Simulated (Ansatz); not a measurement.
## SbAs: the change of pressure with volume scale

All results are calculated (Ansatz 0.2.0). Periodic Kohn-Sham DFT of a crystal at fixed atoms, scaled to volume_scale times the given cell; pressure positive in compression, energy less spherical unpolarised free atoms, largest_vzz the field gradient of largest size among the nuclei.

The cell before it is scaled or strained (space group R-3m, No. 166):
```
SbAs
1.0
      2.0127     1.1621     3.6123
     -2.0127     1.1621     3.6123
      0.0000    -2.3241     3.6123
Sb As
1 1
Direct
  0.50000 0.50000 0.50000
  0.00000 0.00000 0.00000
```

Settings of every row: method all-electron PAW; functional PBEsol; relativity scalar; k mesh 11x11x11; filling fermi-dirac; smearing width 0.05 eV; nucleus gaussian.

Atom start moment: 0 on all atoms.

Limits: field gradient without spin-orbit coupling on heavy atoms; no gap: field gradients move with the k mesh; no spin-orbit coupling on heavy atoms.

```csv
row,volume scale,V (Å³/atom),pressure (GPa),largest V_zz (1e21 V/m^2)
1,0.94,23.826,0.013,4.032
2,0.96,24.332,-1.499,4.045
3,0.98,24.839,-2.849,4.059
4,0.99,25.093,?,?
5,1,25.347,-4.049,4.065
6,1.01,25.6,-4.598,4.064
7,1.02,25.853,-5.115,4.063
8,1.04,26.36,-6.065,4.057
9,1.06,26.867,-6.911,4.052
```

Question: what pressure should row 4 give?

Worked fit of pressure. Take u = (V_r/V)^(2/3) − 1 with V_r = 25.474 Å³ an atom, which is twice the finite (Eulerian) strain; such expansions in the strain, on which the Birch-Murnaghan equation of state is built, carry the rest volume and the bulk modulus. The shown rows have u = 0.0456, 0.03105, 0.01697, 0.00334, -0.00328, -0.0098, -0.02254, -0.03487. Least squares give pressure = −4.3288 + 82.755 × u + 259.98 × u² + 294 × u³ GPa; a parabola predicts inner rows, each left out in turn, worse (root mean square 0.0048 against 0.001 GPa). The rows lie off it by 0.000, 0.001, -0.001, 0.000, -0.001, 0.000, 0.000, 0.000. The pressure vanishes at u = 0.0455, or V = 23.83 Å³ an atom, and there the bulk modulus at fixed shape and fractions is B = −V dP/dV = (2/3)(1 + u) dP/du = 75.4 GPa. Letting shape and atoms relax would as a rule lower it, by much in layered, chain or molecular crystals. The withheld row has u = 0.0101, so the fit gives −4.3288 + 82.755 × (0.0101) + 259.98 × (0.0101)² + 294 × (0.0101)³ = -3.466 GPa.

The calculation gave -3.467 GPa. The fit lies 0.001 GPa (0.014 % of the column's range) above it, one unit of the last digit.

The other values of row 4: largest V_zz 4.063 1e21 V/m^2.
